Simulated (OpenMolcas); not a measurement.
**A ladder of methods for AlNH4 (SMILES [NH2][AlH2])**

AlNH4 has 6 atoms, charge 0, and is taken as a singlet. SMILES: `[NH2][AlH2]`. The shape comes from GFN2-xTB, which is rough for such elements, and wasn't checked as a minimum.

| atom | x (Å) | y (Å) | z (Å) |
| --- | --- | --- | --- |
| N | 0.0333 | -0.9536 | 0.0825 |
| Al | -0.0241 | 0.8126 | -0.0759 |
| H | 0.5450 | -1.6048 | -0.5026 |
| H | -0.4499 | -1.5022 | 0.7866 |
| H | 0.0937 | 1.5182 | -1.4412 |
| H | -0.1981 | 1.7298 | 1.1506 |

Quantity: the vertical ionisation energy (to the doublet cation), in eV. The values are calculated.

```
                                 level                   kind     program  value (eV)  CPU time (all runs)
                             HF/STO-3G           Hartree–Fock  OpenMolcas        5.16                3.6 s
     HF/STO-3G, open shells restricted           Hartree–Fock  OpenMolcas        5.25                4.2 s
                            PBE/STO-3G                    GGA  OpenMolcas        6.47                 15 s
                          B3LYP/STO-3G          global hybrid  OpenMolcas           ?                 15 s
                         M06-2X/STO-3G        hybrid meta-GGA  OpenMolcas           ?                 19 s
                           PBE0/STO-3G          global hybrid  OpenMolcas        6.60                 14 s
CCSD(T)/STO-3G, open shells restricted  coupled cluster or CI  OpenMolcas        5.42                  5 s
    FCI/STO-3G, open shells restricted     exact in the basis  OpenMolcas        5.42                 90 s
```

Estimate what the levels marked ? give.

As computed at these levels: B3LYP/STO-3G: 6.70 eV; M06-2X/STO-3G: 6.88 eV. The values span 5.16 to 6.88 eV. All rows use very small basis sets, so even the best lies far from the true value. Times are those of the runs behind each value, whatever else they computed, on shared processors of several kinds: orders of magnitude only.

Full CI sets the reference within this basis at 5.42 eV, and CCSD(T) reproduces it, so neither state appears to have troublesome multireference character. Restricted Hartree–Fock falls slightly lower because the neutral molecule, with one more electron pair, loses more correlation energy than the cation. Letting the cation spin-polarise lowers its energy and reduces the value further.

All the density functionals lie well above full CI. Their order doesn't simply follow the exact-exchange fraction: B3LYP exceeds PBE0 despite containing less, and Hartree–Fock lies at the opposite end.

Even the functional values are low for ionisation from a nitrogen lone pair or Al–H bonds. The likely cause is that the rigid minimal basis describes the electron-rich nitrogen of the polar Al–N bond poorly, destabilising the neutral more than the cation. The functionals' higher values are therefore no evidence of better electron correlation. The geometry is also twisted about Al–N, whereas aminoalane is known to be planar, with weak π donation into the empty aluminium p orbital; the approximate optimisation is probably responsible.
